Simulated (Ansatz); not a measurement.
Method: DFT PBE, scalar-relativistic, plane waves, PAW (Ansatz). All cells share a 420 eV cutoff and Γ-centred k meshes spaced at most about 0.3 Å⁻¹ (about 0.25 or finer for metals, 2π included). No spin polarisation in the final relaxations.

These are static total energies at zero pressure.

Compare these two cells of Zr3S2, each relaxed at this level.

A. Space group P6/mmm (No. 191), hexagonal, a = 4.988 Å, c = 4.862 Å. Zr on a site of symmetry -6m2 is surrounded by 2 S at 2.43 Å and 3 Zr at 2.88 Å; Zr on a site of symmetry 6/mmm is surrounded by 6 S at 2.88 Å; S is surrounded by 2 Zr at 2.43 Å, 3 S at 2.88 Å and 3 Zr at 2.88 Å.

B. Space group Pm-3m (No. 221), cubic, a = 4.797 Å. Zr is surrounded by 2 S at 2.40 Å, 4 S at 3.39 Å and 8 Zr at 3.39 Å; around S on its first site lie 12 Zr at 3.39 Å; S on its second site is surrounded by 6 Zr at 2.40 Å.

Problem. Which would you expect to be lower, and how large is the difference?

Solution. A is lower, by 280 meV/atom. A has space group P6/mmm (No. 191), 21.0 Å³/atom and no gap on its mesh; B has space group Pm-3m (No. 221), 22.1 Å³/atom and no gap. Counting S atoms around Zr (those within 1.25 times the shortest such distance or 1.15 times the sum of covalent radii; a slash parts the counts of unlike sites), A has Zr 2/6 and B has Zr 2. The denser one is the lower, and pressure would at first widen the difference. Both come from invented guesses. A third cell relaxed alike, in R32 (a Materials Project cell), lies 0.57 eV/atom below the lower of the two.

A magnetic state wasn't ruled out in cells without spin, among them P6/mmm. Cells relaxed within their symmetry can be saddle points.

The P6/mmm cell is favoured by 280 meV/atom, but both cells are poor models of Zr3S2, since the R32 cell lies another 0.57 eV/atom lower. At this metal-rich composition, filling the S 3p states leaves Zr 4d electrons over, and these can gain energy through metal-metal bonding. The P6/mmm cell allows this with Zr-Zr contacts of 2.88 Å, whereas those in the cubic cell, at 3.39 Å, are longer than in elemental Zr. The cubic cell also leaves one of its S sites with no Zr closer than 3.39 Å, too far for an effective Zr-S bond. Poor bonding of this sulfur and weaker Zr-Zr overlap together probably account for the ordering.

The preferred cell is itself strained: its shortest Zr-S contacts are compressed, and its S-S distance of 2.88 Å is too long for a disulfide bond yet short for closed-shell sulfide ions. Relieving such constraints probably contributes to the advantage of the R32 cell, whose stability against decomposition into neighbouring Zr-S phases remains untested.
